Frequencies at two wave vectors

A phonon frequency is the rate at which the atoms of a crystal vibrate in one collective wave pattern; it rises with the stiffness that the pattern meets and falls with the mass it moves. Here the frequencies of GaP come from density-functional theory with the PBE functional, as the linear response to small displacements. The column "phonon q row" names the wave: 1 is the point X, where any motion of one atomic plane is reversed in the next plane of the same element, and 2 is the point W, a wave with a tilted direction. The cell was held close to the size of the real crystal. At PBE's own larger cell the upper levels would generally lie lower, so the argument rests on ratios and patterns.

Harmonic phonon frequencies of GaP (F-43m, 2-atom cell, geometry as given), computed by linear response in ABINIT 10.8.3 with PBE, PseudoDojo NC SR PBE v0.4.1 standard pseudopotentials, a 979.61 eV plane-wave cutoff and a 4×4×4 k mesh with four shifts. Phonon q row 1 is X (0.5, 0, 0.5) and row 2 is W (0.5, 0.25, 0.75), in reciprocal-lattice coordinates.

```
row  phonon q row (row)  phonon frequency (cm⁻¹)
  1                   1                     98.8
  2                   1                     98.8
  3                   1                    248.5
  4                   1                    357.4
  5                   1                    357.4
  6                   1                    361.7
  7                   2                    119.3
  8                   2                    138.8
  9                   2                    214.7
 10                   2                    324.6
 11                   2                    359.2
 12                   2                    388.3
```

At X two levels are single and two are double. The single ones (rows 3 and 6) are longitudinal, with atoms moving along the wave; the double ones are transverse, with two equivalent sideways directions. The longitudinal levels differ by a factor of 1.46, the transverse ones by 3.6. What spreads one pair so much more than the other?

First candidate: the masses alone

Ga is about 2.25 times as heavy as P, so equal springs would give frequencies in the ratio √2.25 = 1.50. That nearly matches the longitudinal pair, which makes the idea tempting. For the transverse pair it fails: starting from 98.8 cm⁻¹, the upper level should lie at 98.8 × 1.50 ≈ 148 cm⁻¹, yet it is computed at 357.4 cm⁻¹.

The longitudinal success has a reason, familiar from a chain of alternating heavy and light balls on equal springs. In its shortest wave, the two neighbours of each ball pull in opposite directions and cancel, so one kind of ball swings while the other rests. By symmetry the same holds here, with Ga moving in row 3 and P in row 6. The frequencies agree: this assignment gives force constants within 6% of each other, the reverse one a factor of nearly 5. The chain, however, knows only motion along its own line.

Second candidate: springs between neighbours

Sideways motion differs because of the tetrahedral bonds. A Ga atom has two P neighbours in the plane above and two in the plane below, and the two pairs of bonds lie in planes at right angles. Let the P planes shift sideways in opposite directions, along the plane of one pair. The bonds of that pair mainly change length and those of the other mainly bend, so their pulls do not cancel. Ga and P then both move in each pattern. In the lower pattern they yield to each other and the bonds are little strained; in the upper one they work against each other.

Let K be the force constant that holds one atom when all others rest, C the sideways coupling between Ga and P, M a mass and ω a frequency. Springs between nearest neighbours give

longitudinal: ω² = K/M
transverse: (K/M_Ga − ω²)(K/M_P − ω²) = C²/(M_Ga M_P)

The coupling pushes the transverse levels apart but leaves the sum of their squares at K/M_Ga + K/M_P, the same as for the longitudinal pair. This can be tested directly:

transverse: 98.8² + 357.4² ≈ 137 500 cm⁻²
longitudinal: 248.5² + 361.7² ≈ 192 600 cm⁻²

The transverse sum is 29% below the longitudinal one. Neighbour springs therefore allow a wide transverse spread, with C fitted to its size, but they miss the balance between sideways and lengthwise stiffness.

W exposes the same gap. On the way from X to W the coupling turns to other directions but keeps its strength, so these springs predict identical levels at both points. Instead, the lowest pair rises from 98.8 to 119.3 and 138.8 cm⁻¹. With K and C set from the X levels alone, the model misses the W levels by 25 cm⁻¹ (rms) and the X levels themselves by 24 cm⁻¹, as the output below shows. Forces of longer reach must be at work.

Third candidate: the field of the ions

Displaced ions carry electric dipoles, whose fields stiffen longitudinal waves and soften transverse ones. That is the direction required. Such forces also link atoms of the same element, and so add to K a term that depends on the direction of motion. If the difference between its lengthwise and sideways values is taken as equal for Ga and P, the computed levels call for about 4 eV/Å². Point dipoles with rough, recalled values for the ionic charge (about 2) and the electronic screening (about 9) supply only about 1 eV/Å². That screening belongs to long waves, however, and is weaker over atomic distances, so the estimate shows the direction of the effect better than its share.

Another likely part is bond bending: moving one Ga atom changes the angles at a P atom and so pushes on the next Ga atom. With P at rest, the lengthwise wave strains these angles more than the sideways one, so bending too acts in the direction required. This is an argument from the structure of the bonds, not something these frequencies isolate.

For a related crystal, the first guess follows from who moves. A heavier atom in place of P, with similar bonds, would lower both transverse levels and the longitudinal level in which that atom moves, while the longitudinal level in which only Ga moves would stay almost where it is.

The analysis program printed:

```
mass-only ratio, root of M_Ga/M_P: 1.499
longitudinal ratio at X, row 6 / row 3: 1.456
transverse ratio at X, row 4 / row 1: 3.617
upper transverse level if masses alone ruled (1/cm): 148.1
force constant ratio P/Ga if Ga moves in row 3 and P in row 6: 0.9423
force constant ratio Ga/P if the assignment is reversed: 4.763
transverse coupling as share of on-site constant in the spring model: 0.8713
nearest-neighbour springs (1/cm):
  row  computed  springs    miss
    1      98.8    91.97  -6.826
    2      98.8    91.97  -6.826
    3     248.5      219  -29.46
    4     357.4    383.9   26.52
    5     357.4    383.9   26.52
    6     361.7    328.4  -33.25
    7     119.3    91.97  -27.33
    8     138.8    91.97  -46.83
    9     214.7      219   4.343
   10     324.6    328.4   3.847
   11     359.2    383.9   24.72
   12     388.3    383.9  -4.376
rms miss of springs at X (1/cm): 24.06
rms miss of springs at W (1/cm): 24.51
sum of squares at W relative to X, difference in percent: -0.6012
transverse / longitudinal sum of squares at X (springs demand 1): 0.714
longitudinal less transverse on-site constant, needed (eV/A2): 4.349
the same from ionic dipoles, rough (eV/A2): 1.009
dipole estimate / needed: 0.2319
```
